## Question

I have these relaxations of hexagonal Ni2Si under pressure (PBEsol, no spin):

Hexagonal Ni2Si (P6_3/mmc, 6 atoms per cell) was relaxed under pressure with its symmetry kept, in Ansatz 0.2.0 with scalar-relativistic PBEsol, PAW datasets made for PBE and no spin polarisation. The runs use a 420 eV cutoff, a 12×12×8 k mesh and 0.1 eV Gaussian smearing. Changes are relative to the zero-pressure cell, with a = 3.869 Å, c = 4.917 Å and 10.62 Å³ per atom.

| applied pressure (GPa) | volume change (%) | enthalpy change (eV/atom) | a change (%) | c change (%) | energy change (meV/atom) |
| --- | --- | --- | --- | --- | --- |
| -3 | 1.37 | -0.200 | 0.40 | 0.56 | 1.4 |
| 3 | -1.30 | 0.198 | -0.39 | -0.53 | 1.3 |
| 8 | -3.24 | 0.521 | -0.96 | -1.35 | 8.3 |
| 15 | -5.64 | 0.965 | -1.70 | -2.34 | 26.4 |
| 30 | -9.90 | 1.881 | -3.07 | -4.10 | 89.0 |
| 60 | -16.19 | 3.606 | -5.21 | -6.72 | 272.6 |

I took a bulk modulus from the two rows next to zero pressure and wanted to use it, Hooke's law style, to predict volume, energy and enthalpy at the other pressures. The enthalpy comes out close even at 60 GPa, the volume is far off, and the energy is too high or too low depending on how I write the formula. Where does the constant-modulus picture stop working, how can I see that from the numbers alone, and why do the columns disagree about it? Also, the curve is perfectly smooth: can I take that to mean the structure is fine up to 60 GPa?

## Answer

A few sizes carry most of this. The bulk modulus at zero pressure is about 226 GPa, and it grows at first by about 4.6 GPa for each GPa applied, later somewhat more slowly, so it has roughly doubled at the top of your range. The linear law overstates the compression by a little over 1 % of itself per GPa. That is harmless near ambient pressure and ruinous in the last rows. The columns disagree because they sample the same error at different orders in the pressure.

**Seeing the stiffening without a fit.** The bulk modulus is $B=-\mathrm{d}P/\mathrm{d}\ln V$, with $P$ the pressure and $V$ the volume per atom. Between neighbouring rows it can be estimated as $-\Delta P/\Delta\ln V$, best with the pressures that the relaxations really reached, which the same runs report and which differ from the applied ones by up to 0.05 GPa. This interval modulus rises at every step, from 219 GPa for the interval below zero pressure to 415 GPa for the last one. The rounding of the volume column moves these values by less than 2 GPa, so the rise is real, and it has no jump.

**Why a solid stiffens.** This part is theory, and a two-term model is enough. Write the energy as a repulsion (electron kinetic energy and core overlap) that goes as $V^{-n}$ and a bonding attraction that goes as $V^{-m}$, with $n>m$. With $x=V_0/V$, where $V_0$ is the volume at zero pressure, the two pressures must cancel at $x=1$:

$$P=A\left(x^{n+1}-x^{m+1}\right),\qquad B=\frac{\mathrm{d}P}{\mathrm{d}\ln x}=A\left[(n+1)\,x^{n+1}-(m+1)\,x^{m+1}\right].$$

At $x=1$ this gives $B_0=A(n-m)$. Differentiating once more and dividing by $B$ gives the slope $B'=\mathrm{d}B/\mathrm{d}P=n+m+2$ at zero pressure, while under strong compression only the repulsion survives and $B'\to n+1$. The model thus makes two statements: $B$ rises with pressure, and its slope $B'$ slowly falls. The first breaks Hooke's law, and the second breaks the simplest repair of it, as shown further down.

**Volume: the failure at first order.** With $B=B_0+B'P$, integration of $\mathrm{d}\ln V=-\mathrm{d}P/B$ and expansion in $P$ give

$$\frac{V}{V_0}=1-\frac{P}{B_0}+\frac{(1+B')P^2}{2B_0^2}-\dots$$

The neglected term, relative to the linear one, is $(1+B')P/2B_0$. I use $B_0=226.5$ GPa and $B'=4.56$, from an unweighted least-squares fit of the third-order Birch-Murnaghan form (given below) to pressure against volume for all six rows. The relative error of the linear law is then $5.56/(2\times226.5)$, or 1.2 % per GPa.

The table bears this out at low pressure: the linear law overshoots the tabulated volume change by 9 % at 8 GPa. At 60 GPa it predicts a contraction of 26.5 % where the table has 16.19 %, too large by 64 % of the tabulated value. Under tension the sign reverses, and the real crystal expands more than the linear law says. This asymmetry can be read straight from the first two rows, which a harmonic crystal would make equal and opposite and which are not.

Adding the quadratic term helps at first and then fails worse in kind. The truncated parabola has a minimum at $P=B_0/(1+B')=226.5/5.56\approx 41$ GPa, beyond which it has the crystal expanding under rising pressure. It predicts a smaller contraction for the last row (7.0 %) than for the 30 GPa row (8.4 %), which is unphysical on its face. The reason is the expansion parameter $B'P/B_0$, the fractional growth of the modulus. For constant $B'$ the exact result is $V/V_0=(1+B'P/B_0)^{-1/B'}$, whose series converges only while that parameter is below one, and the last row lies above one. The place of that boundary, near 50 GPa, depends on the model, but the lesson does not: more powers of $P$ are not the cure.

**Energy: two formulas that should agree.** The energy change is the work done, $E=-\int P\,\mathrm{d}V$. In the harmonic picture it can be written through the pressure or through the strain $\varepsilon=(V_0-V)/V_0$, and carrying the series one order further shows what each form leaves out:

$$E=\frac{P^2V_0}{2B_0}\left[1-\frac{2(1+B')P}{3B_0}+\dots\right]=\frac{B_0V_0\,\varepsilon^2}{2}\left[1+\frac{(1+B')\,\varepsilon}{3}+\dots\right].$$

The pressure form assumes that the crystal yields as far as a soft one would, so in compression it is too high. The strain form uses the true displacement but too weak a restoring force, so it is too low, and at leading order by half as much. At 60 GPa they give 527 and 197 meV/atom around the tabulated 272.6 meV/atom.

This gives the most convenient alarm, because it needs only $P$, $V$ and $B_0$. The ratio of the two harmonic forms is $(P/B_0\varepsilon)^2$, which is one for a harmonic crystal. It is 1.20 at 8 GPa and 2.68 in the last row. From 8 GPa upward the tabulated energy lies between the two forms in every row, so their gap also brackets the answer. In the two rows nearest zero the forms differ by about the last printed digit, and nothing should be read into 1.4 against 1.3 meV/atom.

**Enthalpy: the failure hidden.** The enthalpy is $H=E+PV$, and at the relaxed volume $\mathrm{d}H/\mathrm{d}P=V$. Integrating the volume series term by term gives

$$H=PV_0-\frac{P^2V_0}{2B_0}+\frac{(1+B')P^3V_0}{6B_0^2}-\dots$$

The leading term contains no elasticity at all, and Hooke's law enters only as the first correction. In the last row $PV$ supplies 3.333 of the 3.606 eV/atom. The same dominance explains the negative entry under tension, which is the sign of $P$ and says nothing about stability. That the enthalpy column equals $E+PV$ is built into the calculation and tests nothing.

The linear law, wrong by 64 % in the volume change, is therefore wrong by only 4 % of the tabulated enthalpy in the last row. The small percentage is deceptive. In absolute terms the gap is $3.606-3.450=0.156$ eV/atom, which is larger than the few tens of meV that typically separate competing structures (a rough, recalled size). An enthalpy that looks right to a few per cent is thus no evidence for the elastic model behind it, and it is too coarse for locating a transition.

**A form that holds, worked for the last row.** The cure is to expand in a strain measure whose higher terms stay small. A small strain alone is not enough, since the coefficient of the first correction must be small too. For the Eulerian strain $f=(x^{2/3}-1)/2$ that coefficient is proportional to $B'-4$, and $B'$ is not far from 4 here. A cubic energy in $f$ gives the third-order Birch-Murnaghan equations:

$$P=3B_0f(1+2f)^{5/2}\left[1+\tfrac32(B'-4)f\right],\qquad E=\tfrac92B_0V_0f^2\left[1+(B'-4)f\right].$$

For $B'=4$ this is the two-term model above with $n=4/3$ and $m=2/3$, so a falling slope comes with the form. A least-squares fit of $P(V)$ to the four rows up to 15 GPa gives $B_0=226.2$ GPa and $B'=4.58$. The 60 GPa row is not part of this fit, and no energy enters it.

For that row $x=1/(1-0.1619)=1.193$, so $1+2f=x^{2/3}=1.125$ and $f=0.0625$. Then

$$P=3(226.2)(0.0625)(1.125)^{5/2}\,[1+1.5(0.58)(0.0625)]=42.4\times1.342\times1.054=60.0\ \text{GPa},$$

$$E=4.5(226.2)(10.62)(0.0625)^2\,[1+0.58(0.0625)]=43.7\ \text{GPa Å}^3=273\ \text{meV/atom},$$

where the last step only converts the unit. The pressure misses the reached value by 0.03 GPa, which is what the rounding of the volume is worth there, and the energy matches the table to the digits carried. The correction in the square bracket is only 5 % for the pressure, so the truncated series in $f$ still serves where the truncated series in $P$ has failed.

**The subtler failure: constant $B'$.** The Murnaghan form, $P=(B_0/B')(x^{B'}-1)$, keeps the slope fixed. Fitted the same way to the same four rows, it is indistinguishable from Birch-Murnaghan there, but it overshoots the last row by 0.96 GPa, some thirty times the rounding. The sign is the one that the two-term argument predicts, since a slope that never falls makes the crystal too stiff. In the Birch-Murnaghan fit to all rows the slope has come down to about 4.0 at the top, a value that belongs to that form as much as to the data.

Fitting Murnaghan to all rows hides the fault, since its residuals shrink to 0.05 GPa or less. The price is paid in the constants: $B_0$ drifts to 228.4 GPa, whereas the plain difference of the two rows around zero pressure gives $226.4\pm0.8$ GPa. The two constants trade against each other, so in that fit they are effective values for the whole range and not the properties at zero pressure. The way to recognise the wrong form is to change the fitted range: the Birch-Murnaghan constants barely move, the Murnaghan ones do.

**One modulus for two axes.** Splitting the volume strain between the axes in a fixed proportion fails too, though mildly. The c axis changes more than a in every row. If c is given the share of $\ln(V/V_0)$ that a least-squares line through the origin finds for the rows up to 8 GPa, 0.412, the last row comes out at $-7.01$ % against the tabulated $-6.72$ %. The ratio of the logarithmic strains of c and a falls steadily from about 1.4 at 8 GPa to 1.30 at the top, so the compression becomes more isotropic.

The 3 GPa row seems to break this order with a ratio of 1.36, but its rounding uncertainty is 0.03. It is also the least converged row, ending with a stress of 3.076 GPa along a and 2.992 GPa along c, so the dip needs no cause. Why a is the stiffer axis these rows do not test. My guess is that the short in-plane Ni–Si contact resists more than the longer Ni–Ni and Ni–Si contacts along c.

**Is the curvature an artefact of the basis?** A plane-wave stress can carry a spurious offset, and that would show as a mismatch between the energies and the integral of the pressure. An offset of 1 GPa would shift the last row by about 11 meV/atom, which is the offset times the change of volume. The Birch-Murnaghan energy from the fit to all rows agrees with the smeared free energy of the runs, which is the quantity that the stress derives from, within 0.05 meV/atom in every row. A constant offset is therefore far below 0.1 GPa, as far as this fit can tell. This shows that stress and energy are consistent with each other. A cutoff error that both share could still go unseen, and a run with a higher cutoff would test for it. Nor does the agreement show that PBEsol, run here on datasets made for PBE and without temperature or zero-point motion, has the modulus of the real material, and I would trust its third digit only as a property of this calculation.

**What the smoothness does not mean.** The relaxations were held in the starting space group, and in this structure symmetry fixes every atomic position, so only a and c can respond. Forces vanish identically at such sites, and a distortion that lowers the symmetry has no way to start. A smooth curve is then what a saddle point would give as well, and it can't exclude a soft phonon or a transition. The cell matches the Ni2In-type high-temperature form, whereas ambient Ni2Si is known to be orthorhombic, so even the zero-pressure reference is probably not the ground state. The zero magnetic moment was likewise imposed; bulk Ni2Si is not known as a ferromagnet, but these runs don't test whether a magnetic state lies lower.

Two further calculations would answer your last question. Phonons over the whole Brillouin zone, at several of these volumes, would show whether the hexagonal cell is stable against small distortions. The enthalpy of the orthorhombic form, relaxed at the same pressures with the same settings, would show which of the two is favoured.
